# How the diffuse spots of Ag–25 at.% Mg respond to composition, disorder, heat and strain

Disordered fcc Ag–Mg near 25 at.% Mg shows four diffuse maxima around each (110) position in electron or X-ray diffraction. Their spacing is a caliper on the Fermi surface. Which way, and how far, do the spots move when one knob is turned: Mg content, a third element, mean free path, temperature, film strain, or the host metal?

Wave vectors are in units of $2\pi/a$ unless Å$^{-1}$ is written.

## The working result

**Energy of a concentration wave.** Write the Mg occupation of site $\mathbf R$ as $c+\sum_{\mathbf k}c_{\mathbf k}e^{i\mathbf k\cdot\mathbf R}$. The electrons then feel $\delta U(\mathbf q)=c_{\mathbf k}\,\Delta w(\mathbf q)$ at every $\mathbf q=\mathbf k+\mathbf G$, where $\Delta w$ is the Fourier transform of the Mg-minus-Ag potential divided by the atomic volume $\Omega_0$. They respond with $\delta n=-\chi\,\delta U$, where for crystal volume $\Omega$ and both spins

$$\chi(\mathbf q)=\frac{2}{\Omega}\sum_{\mathbf p}\frac{f_{\mathbf p}-f_{\mathbf p+\mathbf q}}{E_{\mathbf p+\mathbf q}-E_{\mathbf p}}>0 .$$

The second-order energy per volume is $-\tfrac12\sum_{\mathbf q}\chi|\delta U|^2$. Per atom this reads $\tfrac12\sum_{\mathbf k}V(\mathbf k)|c_{\mathbf k}|^2$ with

$$V(\mathbf k)=-\Omega_0\sum_{\mathbf G}|\Delta w(\mathbf k+\mathbf G)|^2\chi(\mathbf k+\mathbf G)+\text{smooth terms}.$$

Screening replaces $\chi$ by $\chi/(1+v\chi)$, with $v$ the Coulomb kernel, and leaves the singularities where they are.

**Intensity.** The mixing entropy adds $k_BT/[2c(1-c)]$ per $|c_{\mathbf k}|^2$, and equipartition gives the mean-field (Krivoglaz–Clapp–Moss) short-range-order intensity

$$\alpha(\mathbf k)=\frac{D}{1+c(1-c)V(\mathbf k)/k_BT},$$

where $D$ keeps the zone average of $\alpha$ equal to one. Large $\chi$ means low $V$ and bright diffuse intensity.

**Shape of the singularity.** For parabolic bands let $x=q/2k_F$ and let $u$ be the component of $\mathbf p/k_F$ along $\mathbf q$. At $T=0$, $\chi(q)/\chi(0)=F(x)=x^{-1}\,\mathrm P\!\int_{-1}^{1}w(u)\,du/(u+x)$, where $w$ is proportional to the occupied cross-section at $u$. With $L=\ln|(1+x)/(1-x)|$:

- Sphere, $w=(1-u^2)/4$: $F=\tfrac12+\tfrac{1-x^2}{4x}L$. It is continuous, and its slope $\tfrac{1}{2x}-\tfrac{1+x^2}{4x^2}L$ diverges logarithmically at $x=1$.
- Cylinder with $\mathbf q$ normal to the axis, $w=\sqrt{1-u^2}/\pi$: $F=1$ for $x<1$ and $1-\sqrt{1-x^{-2}}$ beyond, a square-root cusp.
- Flat sheets with $\mathbf q$ normal to them, $w=\tfrac12$: $F=L/2x$, a logarithmic divergence.

The flatter the surface, the more states one vector $2\mathbf k_F$ connects. Noble-metal alloys typically have their flattest patches normal to $\langle110\rangle$.

**Geometry (Moss, 1969).** Let $K=2k_F[110]$. Flat sheets make ridges in $\alpha$ wherever $\mathbf k+\mathbf G$ has component $K$ along a $\langle110\rangle$ direction. In the $(hk0)$ plane four fcc reciprocal points, (000), (220), (200) and (020), lie at distance $\sqrt2$ from (110), each along such a direction. The ridge from (000) is $(h+k)/\sqrt2=K$, the ridge from (020) is $(h-k+2)/\sqrt2=K$, and they cross at $k=1$, $h=\sqrt2K-1$. Two ridges add at each crossing, so with the signed overshoot $\eta=K-\sqrt2$ the spots sit at $(1\pm\delta,1,0)$ and $(1,1\pm\delta,0)$ with $\delta=\sqrt2|\eta|$. Neighbouring spots are separated along $\langle110\rangle$ by

$$\boxed{m=2\,|\sqrt2-2k_F[110]|}$$

and opposite spots by $\sqrt2\,m$ along $\langle100\rangle$.

## Baseline model

With four atoms per cube and $z$ electrons per atom, the free-electron diameter is $(12z/\pi)^{1/3}$. A truncation factor $t$ describes the flattening: $K=t\,(12z/\pi)^{1/3}$. Counting Ag as 1 and Mg as 2 gives $z=1.25$ and a diameter of 1.684.

On ordering, a wave at $\delta$ becomes an antiphase structure of half-period $M=1/2\delta$ cells. We take $t=0.95$, chosen so that $M$ falls slightly below 2, as is typical for Ag$_3$Mg; the baseline is therefore an input. It gives $K=1.600$, $\eta=+0.185$, $m=0.371$, $\delta=0.262$, $M=1.91$. With a typical $a\approx4.11$ Å, $2\pi/a=1.529$ Å$^{-1}$ and $m=0.567$ Å$^{-1}$.

Here $K$ overshoots (110), so anything that enlarges $K$ relative to the lattice widens the pattern. Because $m$ is a small difference, the gain is large:

$$\frac{d\ln m}{d\ln K}=\frac{K}{\eta}=8.6 .$$

Two limits apply throughout. A change of 0.01 in $t$ moves $m$ by 0.034, so third decimals serve only for forming differences. And if the ridges are circles instead of straight lines, the crossing obeys $(1+\delta)^2+1=K^2$, giving $\delta=0.249$ and $d\delta/dK=1.28$ in place of $\sqrt2$. Ridge curvature thus lowers the responses by up to 9 %.

## Change 1: Mg from 25 to 27 at.%

*Reasoning.* More electrons enlarge $K$, so the spots move apart. The lattice expansion caused by Mg drops out, because at fixed $z$ and $t$ both $k_F$ and the reciprocal lattice scale as $1/a$. Estimate: $8.6\times0.02/(3\times1.25)=4.6$ %.

*Calculation.* $z=1.27$ gives $K=1.608$, $m=0.388$, a change of $+0.017$ or $+4.6$ %. The half-period shortens to $M=1.82$.

## Change 2: a third element on 2 % of the sites, replacing Ag

*Reasoning.* In the rigid-band count $z=1.25+0.02\,(Z-1)$. Indium ($Z=3$) should act twice as strongly as Mg. Palladium, conventionally counted as $Z=0$, should act equally and oppositely. Gold ($Z=1$) should do nothing.

*Calculation.* In: $z=1.29$, $m=0.405$ ($+9.1$ %). Pd: $z=1.23$, $m=0.354$ ($-4.6$ %). Au: no change.

The neglected term is the drift of $t$ with chemistry. A drift of 0.005 moves $m$ by 0.017, as much as 2 at.% Mg. A null prediction is good only to that level, and it weakens for large isovalent swaps such as Zn for all the Mg. That swap also changes $\Delta w$ and with it the brightness.

## Change 3: mean free path shortened to 1 nm

*Reasoning.* Scattering blurs each state by a Lorentzian of half-width $1/2\ell$ in $k$. Nesting involves two states, so the ridge is blurred by $\Gamma\approx1/\ell$. A blurred ridge has a rounded top and sits on the sloping tail of its parallel partner, so it slides inward. The shift should be second order in $\Gamma$.

*Calculation.* Convolving $\ln|y|$ with a Lorentzian gives $\tfrac12\ln(y^2+\Gamma^2)$. With $y$ measured from (110) along $[110]$ and $A>0$ the ridge strength,

$$V=\tfrac A2\ln\Big\{\big[(y-\tfrac m2)^2+\Gamma^2\big]\big[(y+\tfrac m2)^2+\Gamma^2\big]\Big\}.$$

The braces equal $(y^2-m^2/4)^2+2\Gamma^2(y^2+m^2/4)+\Gamma^4$, which is least at $y^2=m^2/4-\Gamma^2$. The other ridge pair does the same along $[1\bar10]$, so

$$m_{\rm obs}=\sqrt{m^2-4\Gamma^2}.$$

An illustrative $\ell=5$ nm has $\Gamma=0.013$ and $m_{\rm obs}=0.370$. At $\ell=1$ nm, $\Gamma=0.065$ and $m_{\rm obs}=0.347$, which is $-6.4$ % from the sharp value. The spots merge at $\Gamma=m/2$, or $\ell=a/\pi m=3.5$ Å, less than one cell edge, so in this model they survive any metallic disorder.

The smooth terms of $V$ rival this effect. For small $\Gamma$ a background slope $s$ displaces a ridge by $-s\Gamma^2/A$, and the partner supplies $s=A/m$. A background that changes by $A$ across $m/2$ has twice that slope, with either sign possible. What is secure is the $\Gamma^2$ scaling; the prefactor can triple or reverse.

## Change 4: anneal at 900 K instead of 700 K

Both temperatures lie above the ordering transition, typically near 660 K.

*Reasoning.* Isotropic expansion, like hydrostatic pressure, leaves $K$ unchanged in reduced units at fixed $t$. The positions should hold while the intensity falls, since $V$ enters $\alpha$ as $V/k_BT$.

*Calculation, position.* In Å$^{-1}$ the whole pattern shrinks with the lattice. The compiled expansion coefficient of pure Ag, $18.9\times10^{-6}$ K$^{-1}$ at 293 K (Kaye and Laby Online, NPL), stands in for the alloy and gives $-0.38$ %, or $-0.0021$ Å$^{-1}$, at temperature. Fermi smearing competes with this. With $k_F=1.223$ Å$^{-1}$ and the free mass, $E_F=5.70$ eV and $\hbar v_F=2E_F/k_F=9.3$ eV Å. The thermal blur, roughly $2k_BT/\hbar v_F$, grows from 0.013 to 0.017 Å$^{-1}$. Added to $1/\ell=0.020$ Å$^{-1}$ it takes $\Gamma$ from 0.033 to 0.037 Å$^{-1}$, and $\Delta m/m\approx-2\Delta(\Gamma^2)/m^2\approx-0.2$ %, this time in reduced units. Corrections beyond mean field act as a temperature-dependent background slope and enter through the same $s\Gamma^2/A$. In the model the position is stable to better than a per cent.

*Calculation, height.* At a spot $\alpha=D/(1-T_0/T)$ with $k_BT_0=c(1-c)|V_{\min}|$. An illustrative $T_0=600$ K, meaning $|V_{\min}|=0.28$ eV, gives $\alpha/D=7.0$ at 700 K and 3.0 at 900 K. The susceptibility also softens. Near $x=1$ a flat sheet filled to $E_F+\xi$ contributes $\tfrac12\ln(4E_F/|\xi|)$, and the average of $\ln|\xi|$ over $-\partial f/\partial\xi$ is $\ln(\pi k_BT/2e^{\gamma})$, with $\gamma$ Euler's constant. Hence

$$F(1)=\tfrac12\ln\frac{8e^{\gamma}E_F}{\pi k_BT},$$

which falls from 3.03 to 2.90, by 4.1 %. If all of $V_{\min}$ scaled with it, $T_0$ would drop to 575 K and $\alpha/D$ to 2.8. The explicit $1/T$ dominates. When the zone average of $V$ is set to zero, $D$ lies below one and rises towards it on heating, which softens the fall.

## Change 5: biaxial compression of a (001) film

Short-range order records the conditions at which atoms last moved. Strain applied after a quench only carries the frozen pattern along with the lattice, so the strain that counts is the one during the anneal. A film clamped at 300 K to a substrate that expands like silicon (typically $2.6\times10^{-6}$ K$^{-1}$) and heated to 700 K would be compressed by 0.65 % if nothing relaxed. Take an in-plane strain $e=-0.5$ %. Hot metal films usually relax much of it, and the result scales linearly.

*Reasoning.* The in-plane reciprocal lattice grows by 0.5 %. The film swells along its normal, so the volume and $k_F$ barely change. The in-plane overshoot shrinks and the (110) pattern contracts. The vector (101) has a normal component that shortens, so its pattern should widen. Cubic equivalence is broken.

*Calculation.* Zero normal stress gives $e_z=-2(C_{12}/C_{11})e$. The compiled room-temperature constants of pure Ag, $C_{11}=123.99$ GPa and $C_{12}=93.67$ GPa (Blaschke), stand in for the hot alloy: $e_z=-1.511\,e=+0.755$ %, at an in-plane stress $(C_{11}+C_{12}-2C_{12}^2/C_{11})\,e=-0.38$ GPa. At fixed $t$, $\Delta\ln k_F=-(2e+e_z)/3=+0.08$ %. Measure each pattern in units in which its own centre lies at $\sqrt2$. The length of (110) changes by $-e$ and that of (101) by $-(e+e_z)/2$, so

$$\Delta\ln K_{110}=\frac{e-e_z}{3}=-0.42\ \%,\qquad \Delta\ln K_{101}=\frac{e_z-e}{6}=+0.21\ \%.$$

With $\Delta m=2K\,\Delta\ln K$, the in-plane spacing changes by $-0.013$ ($-3.6$ %) and the inclined one by $+0.007$ ($+1.8$ %).

The model holds the Fermi-surface shape rigid. A rise of the in-plane $t$ by 0.004, only 8 % of the flattening $1-t$, would cancel the in-plane effect. A surface pinned to the zone would follow the strain and show no response at all, so the size needs a band calculation of the strained alloy.

## Change 6: another host, Cu–25 at.% Pd

Copper and palladium meet in bond wires and contacts.

*Reasoning.* With Pd counted as zero, $z=0.75$ and $K$ falls short of $\sqrt2$. Every response that acts through $K$ reverses: removing electrons now widens the pattern. The smaller $|\eta|$ raises the gain.

*Calculation.* Keeping $t=0.95$ as an assumption, $K=1.349$, $\eta=-0.065$, $m=0.130$. Raising Pd to 27 at.% gives $m=0.154$, up 19 %. The spots collapse onto (110) at $z=2^{3/2}\pi/12t^3=0.864$, about 14 at.% Pd. With a typical $a\approx3.68$ Å they merge at $\ell=9.0$ Å, so this pattern is far more fragile. A change of 0.01 in $t$ moves $m$ by 0.028, which is 22 % of its value.

## The model's responses for Ag–25 at.% Mg

| Change | $m$ | $\Delta m$ | $\Delta m/m$ (%) |
|---|---|---|---|
| baseline, sharp ridges | 0.371 | | |
| +2 at.% Mg | 0.388 | +0.017 | +4.6 |
| 2 % In for Ag | 0.405 | +0.034 | +9.1 |
| 2 % Pd for Ag | 0.354 | −0.017 | −4.6 |
| 2 % Au for Ag | 0.371 | 0 | 0 |
| $\ell=1$ nm | 0.347 | −0.024 | −6.4 |
| $e=-0.5$ %, (110) | 0.358 | −0.013 | −3.6 |
| $e=-0.5$ %, (101) | 0.378 | +0.007 | +1.8 |

The square of spots looks the same for either sign of $\eta$, so one pattern allows two values, $2k_F[110]=\sqrt2\pm m/2$. A second sample with slightly more electrons per atom settles the choice: the spots part if the nesting vector overshoots (110) and close if it falls short.